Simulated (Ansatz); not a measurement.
# Redistribution: GaH(CH3)2 + GaH(SH)2 → 2 GaH(CH3)(SH)

Species: GaH(CH3)2, singlet; GaH(SH)2, singlet; GaH(CH3)(SH), singlet. The partners trade CH3 for SH; both sit on Ga, so the bond types are kept.

Shapes, held fixed at every level: PBE0-D4/def2-TZVP. Flexible molecules stand in one conformer, not always the lowest. Programs: Ansatz 0.2.0. Electronic energies: no zero-point or thermal term.

```json
{"level": "HF/def2-SVP", "kind": "Hartree–Fock", "ΔE (kJ/mol)": "-17.4", "less CCSD(T)/def2-TZVPP": "0.0"}
{"level": "HF/def2-TZVPP", "kind": "Hartree–Fock", "ΔE (kJ/mol)": "-16.8", "less CCSD(T)/def2-TZVPP": "+0.6"}
{"level": "wB97M-V/def2-TZVPP", "kind": "range-separated hybrid", "ΔE (kJ/mol)": "-17.4", "less CCSD(T)/def2-TZVPP": "0.0"}
{"level": "MP2/def2-SVP", "kind": "perturbation theory", "ΔE (kJ/mol)": "-17.7", "less CCSD(T)/def2-TZVPP": "-0.3"}
{"level": "MP2/def2-TZVPP", "kind": "perturbation theory", "ΔE (kJ/mol)": "-17.3", "less CCSD(T)/def2-TZVPP": "+0.1"}
{"level": "CCSD/def2-SVP", "kind": "coupled cluster or CI", "ΔE (kJ/mol)": "-17.7", "less CCSD(T)/def2-TZVPP": "-0.3"}
{"level": "CCSD(T)/def2-TZVPP", "kind": "coupled cluster or CI", "ΔE (kJ/mol)": "-17.4", "less CCSD(T)/def2-TZVPP": "0.0"}
```

The highest level, CCSD(T)/def2-TZVPP, gives ΔE = -17.4 kJ/mol; the levels span -17.7 to -16.8. The column of differences is taken from that level and isn't an error. No measured value is set beside it here. Relativity is left out for Ga. Outer-core shells of Ga are correlated in most correlated rows, in sets that cover them unevenly.

Mixing the substituents is favourable at every level, with CCSD(T)/def2-TZVPP placing the exchange at -17.4 kJ/mol. Because the bond types are kept, this energy measures how the two substituents on one gallium influence each other, not a difference between Ga–C and Ga–S bond strengths. The likely origin is competition for the formally empty 4p orbital of trivalent gallium. In GaH(SH)2 two sulfur lone pairs share that acceptor, so the second donor gains less than the first, whereas in the mixed molecule a single SH group faces only the weak hyperconjugation of methyl.

Hartree–Fock already recovers nearly all of the preference, so it is not mainly a correlation effect; most of the correlation energy cancels between the two sides. The exact match of HF/def2-SVP with the highest level is fortuitous, since the larger basis moves Hartree–Fock to -16.8 kJ/mol. The preference applies to separate monomers and can't be carried over to condensed phases, where such Lewis-acidic gallium centres readily associate through thiolate or hydride bridges.
